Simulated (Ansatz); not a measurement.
Cu: the change of pressure with volume per atom

Results calculated with Ansatz 0.2 development, not measured. All-electron LAPW DFT of a crystal on the k mesh given, cartesian forces, stress positive in compression, open shells may miss their lowest state, no spin.

Cell of the first row (space group Fm-3m, No. 225):
```
Cu
1.0
      0.0000     1.7361     1.7361
      1.7361     0.0000     1.7361
      1.7361     1.7361     0.0000
Cu
1
Direct
  0.00000 0.00000 0.00000
```

Settings of every row: k mesh 12x12x12; k shift 0x0x0; occupations Fermi-Dirac; smearing width 0.06 eV; functional PBE; relativity scalar, some core shells by Dirac; nucleus point; basis error target 0.025 meV/atom; hardware server CPU, model not recorded, shared host; command ansatz run INPUT --backend cpu --pin off --threads 1.

Limits: coarse k mesh.

| row | volume per atom (Å³) | pressure (GPa) |
| --- | --- | --- |
| 1 | 10.465 | 26.18 |
| 2 | 10.806 | 18.3 |
| 3 | 11.147 | ? |
| 4 | 11.489 | 6.11 |
| 5 | 11.83 | 1.43 |
| 6 | 12.171 | -2.5 |
| 7 | 12.512 | -5.8 |

Question: what pressure should row 3 give?

Worked fit of pressure. Take u = (V_r/V)^(2/3) − 1 with V_r = 11.66 Å³ an atom, which is twice the finite (Eulerian) strain; such expansions in the strain, on which the Birch-Murnaghan equation of state is built, carry the rest volume and the bulk modulus. The shown rows have u = 0.07475, 0.05202, 0.0099, -0.0096, -0.02819, -0.04593. Least squares give pressure = 3.66 + 239.4 × u + 765.5 × u² + 829 × u³ GPa; a parabola predicts inner rows, each left out in turn, worse (root mean square 0.057 against 0.0067 GPa). All shown rows lie on it to the printed digit. The pressure vanishes at u = -0.0161, or V = 11.95 Å³ an atom, and there the bulk modulus at fixed shape and fractions is B = −V dP/dV = (2/3)(1 + u) dP/du = 141 GPa. The withheld row has u = 0.03045, so the fit gives 3.66 + 239.4 × (0.03045) + 765.5 × (0.03045)² + 829 × (0.03045)³ = 11.68 GPa.

The calculation gave 11.68 GPa. The fit meets it to the printed digit.
